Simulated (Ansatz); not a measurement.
# Nb: pressure against volume per atom

All results are calculated (Ansatz 0.2.0 development build). Equation of state of a cubic crystal from periodic Kohn-Sham density functional theory without spin; pressure corrected for the finite basis.

Cell of the first row (space group Im-3m, No. 229):
```
CELL_PARAMETERS angstrom
-1.60950 1.60950 1.60950
1.60950 -1.60950 1.60950
1.60950 1.60950 -1.60950
ATOMIC_POSITIONS crystal
Nb 0.00000 0.00000 0.00000
```

Settings of every row: formula Nb; structure type bcc; functional r2SCAN; spin treatment none; k mesh 14x14x14; occupation method fermi-dirac; occupation width 0.1 eV; wave cutoff 700 eV; datasets hard PAW; density cutoff ratio 4; xc grid level 2.

Limits: modest k-mesh, values are not fully converged in k; pseudopotentials made with PBE, not this functional; the SCF threshold is loose for a stress in some rows.

| row | volume per atom (Å³) | pressure (GPa) | energy above lowest point (meV/atom) |
| --- | --- | --- | --- |
| 1 | 16.679 | 15.776 | 62.87 |
| 2 | 17.223 | 8.967 | 21.13 |
| 3 | 17.767 | 2.991 | 1.05 |
| 4 | 18.311 | ? | ? |
| 5 | 18.855 | -6.872 | 15.67 |

Question: what pressure should row 4 give?

Worked fit of pressure. Take u = (V_r/V)^(2/3) − 1 with V_r = 17.495 Å³ an atom, which is twice the finite (Eulerian) strain; such expansions in the strain, on which the Birch-Murnaghan equation of state is built, carry the rest volume and the bulk modulus. The shown rows have u = 0.03236, 0.0105, -0.01023, -0.04868. Least squares give pressure = 5.8823 + 288.263 × u + 539.55 × u² GPa; a straight line predicts inner rows, each left out in turn, worse (root mean square 0.56 against 0.0031 GPa). The rows lie off it by 0.001, -0.002, 0.001, 0.000. The pressure vanishes at u = -0.0213, or V = 18.07 Å³ an atom, and there the bulk modulus at fixed shape and fractions is B = −V dP/dV = (2/3)(1 + u) dP/du = 173 GPa. The withheld row has u = -0.02993, so the fit gives 5.8823 + 288.263 × (-0.02993) + 539.55 × (-0.02993)² = -2.262 GPa.

The calculation gave -2.262 GPa. The fit meets it to the printed digit.

The other values of row 4: energy above lowest point 0 meV/atom.
